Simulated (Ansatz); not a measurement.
**PH2F (phosphinous fluoride(8ci,9ci)): the energy, rung by rung**

PH2F has 4 atoms, charge 0, and is taken as a singlet. As SMILES, `FP`. Geometry: relaxed at GFN2-xTB.

```xyz
4

F     1.1605    0.6688   -0.2227
P    -0.0720   -0.3691   -0.4797
H    -1.0539    0.5743   -0.1296
H    -0.0346   -0.8740    0.8319
```

Quantity: the energy change with the P2–H3 bond stretched from 1.406 to 2.812 Å, in eV. The values are calculated.

```json
{"level": "B3LYP/STO-3G (restricted)", "kind": "global hybrid", "program": "Ansatz", "value (eV)": "4.96", "less FCI/STO-3G": "+1.32"}
{"level": "r2SCAN0/STO-3G (restricted)", "kind": "hybrid meta-GGA", "program": "Ansatz", "value (eV)": "5.52", "less FCI/STO-3G": "+1.88"}
{"level": "CAM-B3LYP/STO-3G (restricted)", "kind": "range-separated hybrid", "program": "Ansatz", "value (eV)": "5.60", "less FCI/STO-3G": "+1.96"}
{"level": "wB97M-V/STO-3G (restricted)", "kind": "range-separated hybrid", "program": "Ansatz", "value (eV)": "5.71", "less FCI/STO-3G": "+2.07"}
{"level": "wB97X/STO-3G (restricted)", "kind": "range-separated hybrid", "program": "Ansatz", "value (eV)": "5.87", "less FCI/STO-3G": "+2.23"}
{"level": "RPA@PBE/STO-3G (restricted)", "kind": "RPA", "program": "Ansatz", "value (eV)": "4.24", "less FCI/STO-3G": "+0.60"}
{"level": "BCCD(T)/STO-3G (restricted)", "kind": "coupled cluster or CI", "program": "Ansatz", "value (eV)": "3.63", "less FCI/STO-3G": "-0.01"}
{"level": "CCSDT/STO-3G (restricted)", "kind": "coupled cluster or CI", "program": "Ansatz", "value (eV)": "3.66", "less FCI/STO-3G": "+0.02"}
{"level": "FCI/STO-3G", "kind": "exact in the basis", "program": "Ansatz", "value (eV)": "3.64", "less FCI/STO-3G": "0.00"}
```

FCI/STO-3G is exact within its basis and frozen core, so for wave-function methods in that basis the difference is their error; functionals converge differently with the basis, so for them it is only a difference. The first shape isn't each level's own minimum. The values span 3.63 to 5.87 eV. All rows use very small basis sets, so none should be taken for the real molecule's value.

Stretching the P–H bond separates the methods by how they treat two electrons that are uncoupling. As the σ and σ* orbitals approach each other in energy, a closed-shell determinant keeps too much ionic character, and the stretched molecule lies too high. Coupled cluster restores the missing σ² to σ*² mixing through its double excitations and stays close to the FCI value of 3.64 eV. BCCD(T) landing marginally nearer than CCSDT probably reflects error cancellation rather than a better treatment of triples.

The hybrids all give a much larger rise, from 4.96 eV with B3LYP to 5.87 eV with wB97X. The range-separated forms lie highest, which suggests that a larger share of exact exchange, unaccompanied by matching left-right correlation, worsens the restricted description. RPA, at 4.24 eV, recovers part of that correlation but still overshoots, as it commonly does at intermediate separations. The close coupled-cluster agreement doesn't establish that perturbative triples would remain reliable further towards dissociation, where the near-degeneracy becomes stronger.
